**Gap, volume and stiffness of zincblende GaN along a ladder of methods**

The table holds band gaps on a common r2SCAN cell, own volumes per atom, bulk moduli and rough times from force fields, tight binding, PM7, PBE in several bases and settings, r2SCAN and GLLB-SC, without spin or spin-orbit coupling. The program tests the Murnaghan law B ∝ V^−B′ with B′ = 4 against the cross-compound law V^−7/6, lists gap shifts from plane-wave PBE and ranks cost against error. Sliding the r2SCAN modulus to the PBE volume gives 172.0 GPa against 172.1 GPa (1.9% off with B′ = 4.55 from the PBE pressure), while SZV, GFN2-xTB and PM7 miss by +10.5%, −42.1% and +85.9%. The five PBE rows spread over 0.826 eV in gap, every gap lies below a rough recalled measured 3.2 eV, and cost shows no rank correlation with the gap shortfall.

Zincblende GaN, periodic in three directions, by force fields, semi-empirical methods and DFT, without spin polarization. Gaps and times are from single points on the r2SCAN-relaxed cell, volumes and bulk moduli from each method's own minimum. Plane-wave PBE (PAW) uses a 420 eV cutoff and a 10×10×10 k mesh, its coarse run 260 eV and 4×4×4.

## Numerical check

```python
# Table: zincblende GaN by several programs and methods (force fields, tight binding, PM7, PBE in
# several bases, r2SCAN, GLLB-SC): gap on the r2SCAN cell, own volume, bulk modulus, rough time.
# Tested: Murnaghan law B ~ V^-B' (B'=4) against V^-7/6; gap shifts from PBE; cost against error.
T = {
    'rung_name': ['GaN.sw', 'GaN.tersoff', 'PBE coarse-settings', 'PBE', 'PM7', 'GLLB-SC', 'PBE sz-orbitals', 'r2SCAN', 'GFN1-xTB tblite', 'GFN2-xTB tblite', 'PBE SZV', 'PBE DZVP'],
    'rung_kind': ['force field', 'force field', 'low cutoff and mesh', 'semilocal', 'semi-empirical', 'model potential', 'small basis', 'semilocal', 'tight binding', 'tight binding', 'small basis', 'small basis'],
    'rung_band_gap': [None, None, 1.244, 1.756, 2.896, 2.584, 2.07, 2.168, 1.476, 1.928, 1.943, 1.743],  # eV
    'rung_volume_per_atom': [11.483, 11.379, None, 11.762, 11.338, None, None, 11.375, None, 10.926, 12.193, 11.913],  # angstrom^3
    'rung_bulk_modulus': [206.3, 208.0, None, 172.1, 370.2, None, None, 196.6, None, 133.7, 164.5, 168.1],  # GPa
    'rung_atoms_computed': [2, 2, 2, 2, 64, 2, 2, 2, 64, 64, 2, 2],
    'cost': [0.1, 0.1, 0.6, 2, 3, 4, 4, 5, 6, 7, 10, 40],  # s
}
import numpy as np
from scipy.optimize import brentq
from scipy.stats import spearmanr
N = T['rung_name']
G = dict(zip(N, T['rung_band_gap'])); V = dict(zip(N, T['rung_volume_per_atom']))
B = dict(zip(N, T['rung_bulk_modulus'])); C = dict(zip(N, T['cost']))
# further outputs of the same runs, on the given cell
P = {'GaN.tersoff': 0.08359, 'GaN.sw': 1.9789, 'PBE': 6.219444}   # GPa
Pc = 19.11679; Ec, Ep = -4166.22203, -4167.89329                  # coarse pressure; eV per cell
vc, cc, vp, cp = 10.13717, 11.38136, 9.742178, 11.49798           # band edges, eV
Gexp, adef = 3.2, -7.0   # rough recalled: measured gap, gap deformation potential (eV)
Vr, Br = V['r2SCAN'], B['r2SCAN']
mur = lambda n, bp, v: B[n]/bp*((V[n]/v)**bp - 1)
print("Rounding: gap 0.0005 eV, volume 0.0005 A^3, modulus 0.05 GPa")
print("Pressure on the given cell (%.3f A^3): Murnaghan B'=4 vs run, GPa" % Vr)
for n in P:
    print("  %-12s model %.2f run %.2f diff %+.2f; volume rounding +-%.2f" % (n, mur(n, 4, Vr), P[n], mur(n, 4, Vr)-P[n], B[n]*0.001/Vr))
Vt = V['GaN.tersoff']*np.exp(-P['GaN.tersoff']/B['GaN.tersoff'])
bp = brentq(lambda x: mur('PBE', x, Vr)-P['PBE'], 0.5, 12)
bp2 = brentq(lambda x: mur('PBE', x, Vt)-P['PBE'], 0.5, 12)
print("B' from PBE pressure %.2f; with cell %.4f A^3 implied by Tersoff %.2f" % (bp, Vt, bp2))
print("PBE pressure if modulus were constant (B ln V0/V): %.2f GPa" % (B['PBE']*np.log(V['PBE']/Vr)))
print("Against r2SCAN: dV%, dB%; r2SCAN modulus slid to row volume (GPa) and row misfit %")
res = {}
rows = [n for n in N if V[n] is not None and n != 'r2SCAN']
for n in rows:
    p4, pf, p7 = [Br*(Vr/V[n])**e for e in (4, bp, 7/6)]
    res[n] = [100*(B[n]/p-1) for p in (p4, pf, p7)]
    print("  %-15s dV %+.2f dB %+.1f | n=4 %.1f (%+.1f) n=%.2f (%+.1f) n=7/6 %.1f (%+.1f)" % (n, 100*(V[n]/Vr-1), 100*(B[n]/Br-1), p4, res[n][0], bp, res[n][1], p7, res[n][2]))
w = sorted(rows, key=lambda n: -abs(res[n][0]))
print("Worst for n=4: %s %+.1f%%, %s %+.1f%%, %s %+.1f%%" % tuple(x for n in w[:3] for x in (n, res[n][0])))
ex = lambda a, b: -np.log(B[a]/B[b])/np.log(V[a]/V[b])
print("Pair exponents: r2SCAN-PBE %.2f, PBE-DZVP %.2f, PBE-SZV %.2f, r2SCAN-GFN2 %.2f" % (ex('r2SCAN', 'PBE'), ex('PBE', 'PBE DZVP'), ex('PBE', 'PBE SZV'), ex('r2SCAN', 'GFN2-xTB tblite')))
b4, bf = [B['PBE']*(V['PBE']/Vr)**e for e in (4, bp)]
print("PBE modulus carried to the cell: %.1f (B'=4), %.1f (B'=%.2f) GPa; r2SCAN %.1f; raw deficit %.1f" % (b4, bf, bp, Br, Br-B['PBE']))
print("PM7 / r2SCAN modulus ratio %.2f" % (B['PM7']/Br))
print("Gaps, eV: value, minus PBE, minus r2SCAN, % of rough measured 3.2")
gr = [n for n in N if G[n] is not None]
for n in sorted(gr, key=lambda n: G[n]):
    print("  %-19s %.3f %+.3f %+.3f %3.0f%%" % (n, G[n], G[n]-G['PBE'], G[n]-G['r2SCAN'], 100*G[n]/Gexp))
print("Gap spread among the five PBE rows %.3f eV" % np.ptp([G[n] for n in gr if n.startswith('PBE')]))
print("Coarse minus normal PBE: energy %+.2f eV/cell, pressure %+.1f GPa (ratio %.1f)" % (Ec-Ep, Pc-P['PBE'], Pc/P['PBE']))
print("  valence edge %+.3f, conduction edge %+.3f eV (if energy zero is common)" % (vc-vp, cc-cp))
print("PBE gap change at own volume, rough recalled slope: about %+.1f eV" % (adef*np.log(V['PBE']/Vr)))
for lab, rr, f in (("gap shortfall from 3.2 eV", gr, lambda n: Gexp-G[n]),
                   ("volume offset from r2SCAN", rows, lambda n: abs(V[n]-Vr)),
                   ("modulus offset from r2SCAN", rows, lambda n: abs(B[n]-Br))):
    r, p = spearmanr([C[n] for n in rr], [f(n) for n in rr])
    print("Rank correlation, cost vs %s: %+.2f (p %.2f, %d rows)" % (lab, r, p, len(rr)))
assert 3 < bp < 6 and abs(res['PBE'][0]) < abs(res['PBE'][2])
assert G['PBE coarse-settings'] < G['PBE'] < min(G['PBE SZV'], G['PBE sz-orbitals'])
assert V['GFN2-xTB tblite'] < Vr and B['GFN2-xTB tblite'] < Br
assert G['PBE'] < G['r2SCAN'] < G['GLLB-SC'] and max(G[n] for n in gr) < Gexp
```

Running it gives:

```
Rounding: gap 0.0005 eV, volume 0.0005 A^3, modulus 0.05 GPa
Pressure on the given cell (11.375 A^3): Murnaghan B'=4 vs run, GPa
  GaN.tersoff  model 0.07 run 0.08 diff -0.01; volume rounding +-0.02
  GaN.sw       model 1.99 run 1.98 diff +0.01; volume rounding +-0.02
  PBE          model 6.16 run 6.22 diff -0.06; volume rounding +-0.02
B' from PBE pressure 4.55; with cell 11.3744 A^3 implied by Tersoff 4.46
PBE pressure if modulus were constant (B ln V0/V): 5.76 GPa
Against r2SCAN: dV%, dB%; r2SCAN modulus slid to row volume (GPa) and row misfit %
  GaN.sw          dV +0.95 dB +4.9 | n=4 189.3 (+9.0) n=4.55 (+9.5) n=7/6 194.4 (+6.1)
  GaN.tersoff     dV +0.04 dB +5.8 | n=4 196.3 (+5.9) n=4.55 (+6.0) n=7/6 196.5 (+5.8)
  PBE             dV +3.40 dB -12.5 | n=4 172.0 (+0.1) n=4.55 (+1.9) n=7/6 189.1 (-9.0)
  PM7             dV -0.33 dB +88.3 | n=4 199.2 (+85.9) n=4.55 (+85.5) n=7/6 197.3 (+87.6)
  GFN2-xTB tblite dV -3.95 dB -32.0 | n=4 231.0 (-42.1) n=4.55 (-43.4) n=7/6 206.1 (-35.1)
  PBE SZV         dV +7.19 dB -16.3 | n=4 148.9 (+10.5) n=4.55 (+14.8) n=7/6 181.3 (-9.3)
  PBE DZVP        dV +4.73 dB -14.5 | n=4 163.4 (+2.9) n=4.55 (+5.5) n=7/6 186.3 (-9.8)
Worst for n=4: PM7 +85.9%, GFN2-xTB tblite -42.1%, PBE SZV +10.5%
Pair exponents: r2SCAN-PBE 3.98, PBE-DZVP 1.84, PBE-SZV 1.26, r2SCAN-GFN2 -9.57
PBE modulus carried to the cell: 196.7 (B'=4), 200.4 (B'=4.55) GPa; r2SCAN 196.6; raw deficit 24.5
PM7 / r2SCAN modulus ratio 1.88
Gaps, eV: value, minus PBE, minus r2SCAN, % of rough measured 3.2
  PBE coarse-settings 1.244 -0.512 -0.924  39%
  GFN1-xTB tblite     1.476 -0.280 -0.692  46%
  PBE DZVP            1.743 -0.013 -0.425  54%
  PBE                 1.756 +0.000 -0.412  55%
  GFN2-xTB tblite     1.928 +0.172 -0.240  60%
  PBE SZV             1.943 +0.187 -0.225  61%
  PBE sz-orbitals     2.070 +0.314 -0.098  65%
  r2SCAN              2.168 +0.412 +0.000  68%
  GLLB-SC             2.584 +0.828 +0.416  81%
  PM7                 2.896 +1.140 +0.728  90%
Gap spread among the five PBE rows 0.826 eV
Coarse minus normal PBE: energy +1.67 eV/cell, pressure +12.9 GPa (ratio 3.1)
  valence edge +0.395, conduction edge -0.117 eV (if energy zero is common)
PBE gap change at own volume, rough recalled slope: about -0.2 eV
Rank correlation, cost vs gap shortfall from 3.2 eV: +0.07 (p 0.85, 10 rows)
Rank correlation, cost vs volume offset from r2SCAN: +0.83 (p 0.02, 7 rows)
Rank correlation, cost vs modulus offset from r2SCAN: +0.63 (p 0.13, 7 rows)
```
